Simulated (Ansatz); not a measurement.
## A series in volume scale on Se

Results calculated with Ansatz 0.2.0, not measured. Plane-wave DFT, scalar-relativistic PAW made under PBE with cores redone for the functional, no dispersion; the given relaxed cell is scaled uniformly, energy at zero smearing counts from the unscaled cell, pressure at the given Fermi-Dirac smearing is positive in compression.

The cell before it is scaled or strained (space group P6_3/mmc, No. 194):
```
cell vectors (Å)
   3.6465     0.0000     0.0000
  -1.8232     3.1580     0.0000
   0.0000     0.0000     3.8296
atoms (fractions of the cell vectors)
Se  0.33333  0.66667  0.25000
Se  0.66667  0.33333  0.75000
```

Settings of every row: spin polarised no; functional r2SCAN; wave cutoff 500 eV; smearing width 0.1 eV; k mesh 11x11x9.

Atom starting moment: 0 on all atoms.

Limits: the cell comes from a prototype or a list of computed structures and needn't be the stable phase.

```
row  volume scale  V (Å³/atom)  pressure (GPa)  energy change per atom (meV)
  1          0.88       19.404               ?                             ?
  2          0.92       20.286            6.97                         33.86
  3          0.96       21.168            3.04                          7.22
  4          1.04       22.932            -2.7                           8.5
  5          1.08       23.814           -4.75                         29.65
  6          1.12       24.696           -6.39                         60.94
```

Question: what pressure and energy change per atom should row 1 give?

Worked fit of pressure. Take u = (V_r/V)^(2/3) − 1 with V_r = 22.932 Å³ an atom, which is twice the finite (Eulerian) strain; such expansions in the strain, on which the Birch-Murnaghan equation of state is built, carry the rest volume and the bulk modulus. The shown rows have u = 0.08517, 0.05481, 0, -0.02485, -0.0482. Least squares give pressure = −2.703 + 89.752 × u + 278.7 × u² GPa; a straight line predicts inner rows, each left out in turn, worse (root mean square 0.55 against 0.018 GPa). The rows lie off it by 0.01, -0.01, 0.00, 0.01, -0.01. The pressure vanishes at u = 0.0277, or V = 22.01 Å³ an atom, and there the bulk modulus at fixed shape and fractions is B = −V dP/dV = (2/3)(1 + u) dP/du = 72.1 GPa. Letting shape and atoms relax would as a rule lower it, by much in layered, chain or molecular crystals. The withheld row has u = 0.11781, so the fit gives −2.703 + 89.752 × (0.11781) + 278.7 × (0.11781)² = 11.74 GPa.

The calculation gave 11.85 GPa. The fit lies 0.11 GPa (0.6 % of the column's range) below it; its largest miss of a shown row is 0.01 GPa. This row lies beyond the range of the fit.

Worked fit of energy change per atom. Take u = (V_r/V)^(2/3) − 1 with V_r = 22.932 Å³ an atom, which is twice the finite (Eulerian) strain; such expansions in the strain, on which the Birch-Murnaghan equation of state is built, carry the rest volume and the bulk modulus. The shown rows have u = 0.08517, 0.05481, 0, -0.02485, -0.0482. Least squares give energy change per atom = 8.439 − 589.52 × u + 10412.32 × u² meV; a straight line predicts inner rows, each left out in turn, worse (root mean square 20 against 0.24 meV). The rows lie off it by 0.10, -0.19, 0.06, 0.13, -0.10 (root mean square 0.12 meV). The withheld row has u = 0.11781, so the fit gives 8.439 − 589.52 × (0.11781) + 10412.32 × (0.11781)² = 83.50 meV.

The calculation gave 84.5 meV. The fit lies 1.00 meV (1.2 % of the value, 1.3 % of the column's range) below it; its largest miss of a shown row is 0.19 meV. This row lies beyond the range of the fit.
